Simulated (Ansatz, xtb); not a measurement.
C3H10BN3: which of two isomers lies lower

We compare a, `C=CN(C)B(N)N`, a singlet, with b, `CNB1NCCN1`, a singlet. Both are isolated molecules in the gas phase, relaxed with r2SCAN-D4/def2-SVP; the shapes shown needn't be the lowest conformers.

a (Å):

```xyz
17

C    -1.5997    1.7225    0.0886
C    -1.5047    0.4155    0.4153
C    -0.0963   -0.1592   -1.4494
B    -0.7377   -1.9431    0.2439
N    -0.7895   -0.5662   -0.2465
N    -0.4130   -2.9984   -0.6593
N    -1.0100   -2.2092    1.6168
H    -2.2223    2.3791    0.6985
H    -1.0872    2.1658   -0.7677
H    -2.0648    0.0369    1.2774
H     0.4981   -0.9949   -1.8396
H    -0.7984    0.1865   -2.2320
H     0.5951    0.6780   -1.2402
H    -0.3265   -3.9576   -0.3514
H    -0.5505   -2.9173   -1.6578
H    -0.9088   -1.5045    2.3347
H    -1.0606   -3.1487    1.9862
```

b (Å):

```tsv
atom	x (Å)	y (Å)	z (Å)
C	-0.6694	-0.4969	1.7777
C	0.1107	-0.1926	-3.0160
C	0.9339	-1.3078	-2.3530
B	-0.2102	-0.1031	-0.6908
N	-0.7076	0.2999	0.5772
N	-0.2159	0.6847	-1.8993
N	0.3705	-1.3839	-1.0107
H	-0.6055	-1.5635	1.5107
H	-1.5888	-0.3775	2.3776
H	0.1883	-0.2680	2.4429
H	-1.0116	1.2572	0.7067
H	-0.8863	1.4213	-2.0850
H	-0.7970	-0.6280	-3.4869
H	0.6836	0.3142	-3.8136
H	2.0076	-1.0219	-2.3391
H	0.8538	-2.2577	-2.9119
H	0.8743	-1.9549	-0.3428
```

Quicker runs give these differences E(b) − E(a): GFN2-xTB −0.641 eV; HF/STO-3G −1.820 eV (at GFN2-xTB geometries); r2SCAN-D4/def2-SVP//GFN2-xTB −0.037 eV.

Question: Estimate E(b) − E(a) at the level CCSD(T)/def2-SVP + ΔMP2/def2-TZVPP.

Answer: Too close to call at this level: CCSD(T)/def2-SVP + ΔMP2/def2-TZVPP gives E(b) − E(a) = +0.038 eV.

Level by level:

| level | geometry | E(b) − E(a) (eV) | departure from the last row (eV) | job, with rough time for the two |
| --- | --- | --- | --- | --- |
| GFN2-xTB | GFN2-xTB | −0.641 | −0.679 | optimisation, 0.35 s |
| HF/STO-3G | GFN2-xTB | −1.820 | −1.858 | single point, 0.32 s |
| r2SCAN-D4/def2-SVP//GFN2-xTB | GFN2-xTB | −0.037 | −0.075 | single point, 3.3 s |
| r2SCAN-D4/def2-SVP | r2SCAN-D4/def2-SVP | −0.058 | −0.095 | optimisation, 41 s |
| HF/def2-SVP | r2SCAN-D4/def2-SVP | −0.157 | −0.195 | part of the CCSD(T) run |
| MP2/def2-SVP | r2SCAN-D4/def2-SVP | −0.122 | −0.160 | part of the CCSD(T) run |
| CCSD(T)/def2-SVP | r2SCAN-D4/def2-SVP | −0.115 | −0.152 | single point |
| CCSD(T)/def2-SVP + ΔMP2/def2-TZVPP | r2SCAN-D4/def2-SVP | +0.038 |  | single point, 76 s |

As drawn, b has 1 C–N, 1 C–C, 1 C–H in place of 1 C=C, 1 N–H. Structure a has no ring, b a 5-membered ring.

The largest departure from CCSD(T)/def2-SVP + ΔMP2/def2-TZVPP is that of HF/STO-3G, 1.858 eV. The last row adds to CCSD(T) the change of the MP2 difference between the two basis sets, here +0.152 eV, a large step that makes the value less sure.

With thermal terms from frequencies at re-optimised GFN2-xTB minima (ideal gas, soft modes damped towards free rotors, one conformer each, 298.15 K, 1 atm): on the last row, ΔE + ΔZPE = +0.107, ΔH = +0.082, ΔG = +0.110 eV.

The correlated steps freeze 7 core orbitals. Codes used: Ansatz 0.2.0, xtb 6.7.1; the last row on 4 threads of Arm Neoverse V2 on a shared host.

The two isomers are nearly degenerate, and the small preference for a is not a secure ordering. Trading a C=C π bond and an N–H bond for C–N, C–C and C–H σ bonds normally favours the saturated product, as in alkene hydroamination. Here that gain is probably cancelled by the loss of enamine conjugation in a and by some strain in the ring of b. Both isomers keep three B–N bonds with π donation into the empty boron p orbital, so this large stabilisation mostly drops out. In a, the vinyl group and boron compete for the same nitrogen lone pair, consistent with that B–N bond being the longest of the three.

HF/def2-SVP already lies close to CCSD(T) in the same basis, so the extreme HF/STO-3G preference for b stems mainly from the minimal basis, which describes π bonds poorly relative to σ bonds. Vibrational and entropic terms lean further towards a, as expected when a flexible chain is tied into a stiffer ring. Near-equal energies do not imply easy interconversion, since σ bonds must break.
